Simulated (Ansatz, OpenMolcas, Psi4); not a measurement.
**BF3 (boron trifluoride): methods side by side**

BF3 has 4 atoms, charge 0, and is taken as a singlet. SMILES: `FB(F)F`. Geometry: relaxed at PBE0-D4/def2-TZVP.

Quantity: the vertical ionisation energy (to the doublet cation), in eV. The values are calculated.

```tsv
level	kind	program	value (eV)	CPU time (all runs)
SVWN5/aug-cc-pVDZ	LDA	Ansatz	14.79	7.8 s
PBE/aug-cc-pVDZ	GGA	Ansatz	14.49	14 s
TPSS/aug-cc-pVDZ	meta-GGA	Psi4	14.51	2.9 min
B3LYP/aug-cc-pVDZ	global hybrid	OpenMolcas	15.26	68 s
CAM-B3LYP/aug-cc-pVDZ	range-separated hybrid	Psi4	15.63	59 s
PBE-QIDH/aug-cc-pVDZ	double hybrid	Ansatz	16.48	19 s
CCSD(T)/aug-cc-pVDZ	coupled cluster or CI	Ansatz	15.99	1.9 min
CCSD/aug-cc-pVDZ	coupled cluster or CI	Psi4	16.14	3.8 min
```

The values span 14.49 to 16.48 eV. The coupled-cluster rows rest on a doubtful reference here (large T1 or Brueckner and Hartree–Fock orbitals at odds), and rows may lie in different states. CPU times are rough (shared hosts, several kinds of processor): they show what a rung costs within a factor of a few.

The semilocal functionals give the lowest ionisation energies, from 14.49 to 14.79 eV. The value rises to 15.26 eV with B3LYP, 15.63 eV with CAM-B3LYP and 16.48 eV with the double hybrid. The increase does not follow the usual ladder of functionals throughout, since LDA lies above both PBE and TPSS.

In BF3 the outermost electrons occupy fluorine 2p lone-pair combinations, held tightly by the electronegative fluorines. The highest of these is an in-plane, essentially nonbonding orbital that symmetry keeps from mixing with the boron valence orbitals. Its hole is shared among three equivalent fluorines, a situation in which semilocal exchange probably overstabilises the delocalised cation, an error that exact exchange reduces.

CCSD and CCSD(T) both fall between CAM-B3LYP and the double hybrid, but this placement is too uncertain to rank the functionals by accuracy. Nor do the vertical energies give the adiabatic threshold, which also depends on how far the cation relaxes, possibly away from threefold symmetry through vibronic coupling among the close-lying lone-pair states.
